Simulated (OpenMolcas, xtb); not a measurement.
**A ladder of methods for CH4BO (SMILES [BH]OC)**

The species is CH4BO (7 atoms), meant as a doublet with charge 0. SMILES: `[BH]OC`. The shape is that of a PBE0-D4/def2-TZVP optimisation. This is one conformer, not always the lowest.

Each level gives the vertical ionisation energy (to the singlet cation) (eV). The values are calculated.

| level | kind | program | value (eV) |
| --- | --- | --- | --- |
| GFN2-xTB | semi-empirical | xtb | 12.01 |
| UHF/def2-TZVP | Hartree–Fock | OpenMolcas | 7.78 |
| USVWN5/def2-TZVP | LDA | OpenMolcas | 7.99 |
| UPBE/def2-TZVP | GGA | OpenMolcas | 8.02 |
| U-r2SCAN/def2-TZVP | meta-GGA | OpenMolcas | 8.19 |
| UB3LYP/def2-TZVP | global hybrid | OpenMolcas | 8.11 |

The values span 7.78 to 12.01 eV. The xTB values lack the empirical shift that such differences need.

The density functionals agree closely, from 7.99 to 8.19 eV, with Hartree–Fock slightly below them at 7.78 eV. The wide overall span comes from GFN2-xTB alone and says nothing about the molecule. The values do not rise steadily with the rank of the functional, as r2SCAN lies above B3LYP.

A fairly low ionisation energy fits a boron-centred radical. The electron removed probably comes from a singly occupied, largely nonbonding σ hybrid on boron, an electropositive atom, and the oxygen lone pairs can stabilise the resulting cation by π donation into empty boron p orbitals. Because this electron is unpaired, its removal breaks no electron pair. The correlation energy lost is therefore modest, which probably explains why Hartree–Fock falls only a little short of the functionals.

A two-coordinate boron cation of this kind favours a linear arrangement at boron, whereas the radical is bent, so the adiabatic ionisation energy may be appreciably lower than these vertical values.
